**Elastic scattering of 1250 eV electrons by iridium: backward glory and spin polarisation**

The table holds the differential cross section and the Sherman function every 10°, from Dirac partial waves in the static Dirac-Fock field with Furness-McCarthy exchange and without polarisation or absorption. The program compares it, with no input from the table except the height at 180° in the P_l² form, to the Rutherford and first Born formulas, to σ(180°)·P_l² in the backward hemisphere, to the single-wave limit (2l+1)²/k², and to Dirac partial waves in a Thomas-Fermi (Molière) field. Rutherford and Born miss the minima at 90° and 140°, and the backward shape follows P₃², although the back peak is 2.23 times what one l = 3 wave can give. The Thomas-Fermi solution has minima at 90.5° and 139.4°, a stationary backward phase near l = 3 and the right sign of the Sherman function in all 17 interior rows. It is too high by a factor of 1.56 at 0° and overestimates the polarisation in the dip at 140°.

Elastic scattering of 1250.0 eV electrons by a free neutral iridium atom (Z = 77), calculated with Radial Dirac-Fock and Kohn-Sham solver 3. The Dirac partial waves are solved in the static field of the Dirac-Fock density with Furness-McCarthy exchange; polarisation of the atom and absorption are not included.

## The fit in Python

```python
# Table: elastic e-Ir (Z=77) differential cross section and Sherman function at 1250 eV, radial Dirac-Fock solver,
# Dirac partial waves, static Dirac-Fock field + Furness-McCarthy exchange, no polarisation or absorption.
# Tested: Rutherford, Born, P_l^2 back shape, single-wave limit, Dirac waves in a Thomas-Fermi (Moliere) field.
T = {
    'angle': [0, 10, 20, 30, 40, 50, 60, 70, 80, 90, 100, 110, 120, 130, 140, 150, 160, 170, 180],  # degree
    'differential_cross_section': [154.0, 16.42, 2.166, 0.7593, 0.3317, 0.1869, 0.1493, 0.1205, 0.06289, 0.02135, 0.0554, 0.1386, 0.1645, 0.08245, 0.005545, 0.1317, 0.5232, 0.9818, 1.187],  # bohr²/sr
    'sherman_function': [0.0, 0.0009, 0.0081, -0.0057, -0.046, -0.0315, 0.0673, 0.1362, 0.1379, -0.2284, -0.2182, -0.0565, 0.0115, 0.0704, -0.3893, -0.127, -0.0485, -0.0193, 0.0],
}
import numpy as np
from numpy.polynomial.legendre import legval, legder
from scipy.constants import physical_constants as pc, alpha
from scipy.special import spherical_jn as jn, spherical_yn as yn, eval_legendre as PL, jn_zeros
from scipy.integrate import trapezoid as tr
ang = np.array(T['angle'], float); s = np.array(T['differential_cross_section'], float); S = np.array(T['sherman_function'], float)
th = np.radians(ang); Z = 77; E = 1250.0/pc['Hartree energy in eV'][0]; c0 = 1/alpha
run_el, run_tr, run_back = 8.89462, 2.03787, 0.103178  # further outputs of the same run
aTF = 0.5*(3*np.pi/4)**(2/3)*Z**(-1/3); Am = np.array([0.35, 0.55, 0.10]); bm = np.array([0.3, 1.2, 6.0])/aTF  # Moliere screening
l = np.arange(81)
def solve(c):
    k = np.sqrt(E*(E+2*c*c))/c; kap = np.concatenate([-(l+1), l[1:]]).astype(float); ll = np.concatenate([l, l[1:]])
    h = 1e-3; r = np.exp(np.arange(np.log(1e-5), np.log(10.0), h/2))
    W = E+Z*(Am[:, None]*np.exp(-bm[:, None]*r)).sum(0)/r; A = r*(W+2*c*c)/c; B = r*W/c
    y = np.array([np.ones_like(kap), (np.sqrt(kap**2-(Z/c)**2)+kap)*c/Z])
    F = lambda y, i: np.array([-kap*y[0]+A[i]*y[1], kap*y[1]-B[i]*y[0]])
    for i in range(0, len(r)-2, 2):
        a = F(y, i); b = F(y+h/2*a, i+1); d = F(y+h/2*b, i+1); e = F(y+h*d, i+2)
        y = y+h/6*(a+2*b+2*d+e); y = y/np.abs(y).sum(0); n = i+2
    D = F(y, n)[0]; z = k*r[n]; j = jn(ll, z); u = yn(ll, z)
    t = ((z*jn(ll, z, True)+j)*y[0]-D*j)/((z*yn(ll, z, True)+u)*y[0]-D*u)
    M = (1+1j*t)/(1-1j*t); Sm = M[:len(l)]; Sp = np.concatenate([Sm[:1], M[len(l):]])
    return k, Sm, Sp
def obs(sol, t):
    k, Sm, Sp = sol; x = np.cos(t)
    f = legval(x, ((l+1)*(Sm-1)+l*(Sp-1))/(2j*k)); g = np.sin(t)*legval(x, legder((Sp-Sm)/(2j*k)))
    d = abs(f)**2+abs(g)**2
    return d, (1j*(f*g.conj()-f.conj()*g)).real/d
rel = solve(c0); nr = solve(1000*c0); k = rel[0]; md, mS = obs(rel, th); x = np.cos(th)
born = (2*Z*(Am[:, None]/((2*k*np.sin(th/2))**2+bm[:, None]**2)).sum(0))**2
ix = {int(a): i for i, a in enumerate(ang)}; bk = ang >= 90; p3 = s[-1]*PL(3, x)**2
print(f"E={E:.2f} Ha, k={k:.3f} /bohr, Z/k={Z/k:.2f}, TF length={aTF:.3f} bohr; rounding: sigma up to 0.05 %, S 0.00005")
print("cross sections in bohr^2/sr; TF = Dirac partial waves in Moliere field; nothing is fitted")
print("deg   table  s/prev    Born  s180*P3^2      TF  TF/table  S table  S*sigma    S TF")
for i in range(len(ang)):
    print(f"{ang[i]:3.0f} {s[i]:8.4g} {s[i]/s[max(i-1, 0)]:6.2f} {born[i]:8.4g} {p3[i]:8.4f} {md[i]:9.4g} {md[i]/s[i]:7.2f} {S[i]:9.4f} {S[i]*s[i]:8.4f} {mS[i]:8.4f}")
for a in (10, 90, 180):
    R = Z**2/(16*E**2*np.sin(np.radians(a)/2)**4); print(f"Rutherford at {a} deg: {R:.4g}; table/Rutherford {s[ix[a]]/R:.3g}; table/Born {s[ix[a]]/born[ix[a]]:.3g}")
rms = [np.sqrt(np.mean((s[-1]*PL(n, x[bk])**2-s[bk])**2)) for n in range(1, 7)]
print("rms of s180*P_l^2 on 90-180 deg, l=1..6:", " ".join(f"{v:.3f}" for v in rms))
print("single-wave limit (2l+1)^2/k^2, l=1..6:", " ".join(f"{(2*n+1)**2/k**2:.3f}" for n in range(1, 7)))
print(f"s180 / limit for l=3: {s[-1]*k*k/49:.2f}; P3 zeros at {np.degrees(np.arccos(0.6**.5)):.1f}, 90, {180-np.degrees(np.arccos(0.6**.5)):.1f} deg")
tp = np.pi-th[-2]
print(f"curvature at 180, 4(1-sqrt(s170/s180))/t^2: table {4*(1-np.sqrt(s[-2]/s[-1]))/tp**2:.2f}, pure P3 {4*(1-PL(3, np.cos(tp)))/tp**2:.2f}")
print("l from first J0 zero, minimum at 135/140/145 deg:", " ".join(f"{jn_zeros(0, 1)[0]/np.radians(180-a)-0.5:.2f}" for a in (135, 140, 145)))
Sa = ((l+1)*rel[1]+l*rel[2])/(2*l+1)
print("TF phase step of (-1)^l S_l, l to l+1 from l=0, deg:", " ".join(f"{v:.0f}" for v in np.degrees(np.angle(-Sa[1:9]/Sa[:8]))))
print("TF p,d,f spin-orbit phase split (rad, mod pi):", " ".join(f"{v:.3f}" for v in 0.5*np.angle(rel[2][1:4]/rel[1][1:4])))
tf = np.radians(np.arange(0, 180.05, 0.1))
def integ(d, t):
    w = 2*np.pi*d*np.sin(t); m = t >= np.pi/2-1e-9
    return tr(w, t), tr(w*(1-np.cos(t)), t), tr(w[m], t[m])
for name, sol in (("TF Dirac", rel), ("TF c x1000", nr)):
    d, q = obs(sol, tf); mi = [i for i in range(1, len(d)-1) if d[i] < d[i-1] and d[i] < d[i+1]]
    print(f"{name}: minima", ", ".join(f"{np.degrees(tf[i]):.1f} deg ({d[i]:.2g})" for i in mi), f"; s180 {d[-1]:.3f}; max|S| {abs(q).max():.2f}")
print("bohr^2 elastic, transport, backward: run %.3f %.3f %.3f" % (run_el, run_tr, run_el*run_back))
print("  10-deg trapezoid of table %.3f %.3f %.3f" % integ(s, th), "; TF Dirac %.3f %.3f %.3f" % integ(obs(rel, tf)[0], tf))
lr = np.log(md/s); w = np.argsort(-abs(lr))[:3]
print(f"TF median misfit factor {np.exp(np.median(abs(lr))):.2f}; worst:", ", ".join(f"{ang[i]:.0f} deg x{md[i]/s[i]:.2f}" for i in w))
print(f"TF sign of S agrees in {(np.sign(mS[1:-1]) == np.sign(S[1:-1])).sum()} of {len(S)-2} rows; rms S error {np.sqrt(np.mean((mS-S)**2)):.3f}")
print("least share of weaker amplitude in sigma at 90,100,140 deg, %:", " ".join(f"{50*(1-np.sqrt(1-S[ix[a]]**2)):.1f}" for a in (90, 100, 140)))
assert [int(ang[i]) for i in range(1, len(s)-1) if s[i] < s[i-1] and s[i] < s[i+1]] == [90, 140]
assert int(np.argmin(rms))+1 == 3 and s[-1] > 49/k**2
assert S[ix[80]]*S[ix[90]] < 0 and S[ix[130]]*S[ix[140]] < 0 and np.argmax(abs(S)) == np.argmin(s)
```

Running it gives:

```
E=45.94 Ha, k=9.591 /bohr, Z/k=8.03, TF length=0.208 bohr; rounding: sigma up to 0.05 %, S 0.00005
cross sections in bohr^2/sr; TF = Dirac partial waves in Moliere field; nothing is fitted
deg   table  s/prev    Born  s180*P3^2      TF  TF/table  S table  S*sigma    S TF
  0      154   1.00    812.4   1.1870     240.2    1.56    0.0000   0.0000   0.0000
 10    16.42   0.11    180.3   0.9842      20.9    1.27    0.0009   0.0148   0.0002
 20    2.166   0.13    36.24   0.5247     2.923    1.35    0.0081   0.0175   0.0075
 30   0.7593   0.35    12.23   0.1252    0.9813    1.29   -0.0057  -0.0043  -0.0037
 40   0.3317   0.44    5.394   0.0008    0.4296    1.30   -0.0460  -0.0153  -0.0405
 50   0.1869   0.56    2.782   0.1070    0.2366    1.27   -0.0315  -0.0059  -0.0261
 60   0.1493   0.80    1.603   0.2272    0.1776    1.19    0.0673   0.0100   0.0659
 70   0.1205   0.81    1.006   0.2025    0.1358    1.13    0.1362   0.0164   0.1268
 80  0.06289   0.52   0.6766   0.0726   0.07045    1.12    0.1379   0.0087   0.1020
 90  0.02135   0.34   0.4827   0.0000   0.03015    1.41   -0.2284  -0.0049  -0.2405
100   0.0554   2.59   0.3623   0.0726   0.06829    1.23   -0.2182  -0.0121  -0.1891
110   0.1386   2.50   0.2842   0.2025    0.1462    1.05   -0.0565  -0.0078  -0.0426
120   0.1645   1.19    0.232   0.2272    0.1579    0.96    0.0115   0.0019   0.0291
130  0.08245   0.50   0.1964   0.1070   0.06886    0.84    0.0704   0.0058   0.1085
140 0.005545   0.07   0.1719   0.0008   0.00345    0.62   -0.3893  -0.0022  -0.7390
150   0.1317  23.75   0.1553   0.1252    0.1493    1.13   -0.1270  -0.0167  -0.1248
160   0.5232   3.97   0.1446   0.5247    0.5491    1.05   -0.0485  -0.0254  -0.0500
170   0.9818   1.88   0.1386   0.9842     1.002    1.02   -0.0193  -0.0189  -0.0202
180    1.187   1.21   0.1366   1.1870     1.201    1.01    0.0000   0.0000  -0.0000
Rutherford at 10 deg: 3043; table/Rutherford 0.0054; table/Born 0.0911
Rutherford at 90 deg: 0.7024; table/Rutherford 0.0304; table/Born 0.0442
Rutherford at 180 deg: 0.1756; table/Rutherford 6.76; table/Born 8.69
rms of s180*P_l^2 on 90-180 deg, l=1..6: 0.393 0.191 0.031 0.132 0.181 0.215
single-wave limit (2l+1)^2/k^2, l=1..6: 0.098 0.272 0.533 0.881 1.315 1.837
s180 / limit for l=3: 2.23; P3 zeros at 39.2, 90, 140.8 deg
curvature at 180, 4(1-sqrt(s170/s180))/t^2: table 11.89, pure P3 11.74
l from first J0 zero, minimum at 135/140/145 deg: 2.56 2.94 3.44
TF phase step of (-1)^l S_l, l to l+1 from l=0, deg: -43 -50 -34 11 77 118 140 152
TF p,d,f spin-orbit phase split (rad, mod pi): 0.278 0.069 0.024
TF Dirac: minima 90.5 deg (0.03), 139.4 deg (0.003) ; s180 1.201; max|S| 0.76
TF c x1000: minima 91.0 deg (0.044), 136.6 deg (2.9e-05) ; s180 1.335; max|S| 0.00
bohr^2 elastic, transport, backward: run 8.895 2.038 0.918
  10-deg trapezoid of table 5.991 1.999 0.899 ; TF Dirac 12.088 2.198 0.949
TF median misfit factor 1.20; worst: 140 deg x0.62, 0 deg x1.56, 90 deg x1.41
TF sign of S agrees in 17 of 17 rows; rms S error 0.082
least share of weaker amplitude in sigma at 90,100,140 deg, %: 1.3 1.2 3.9
```
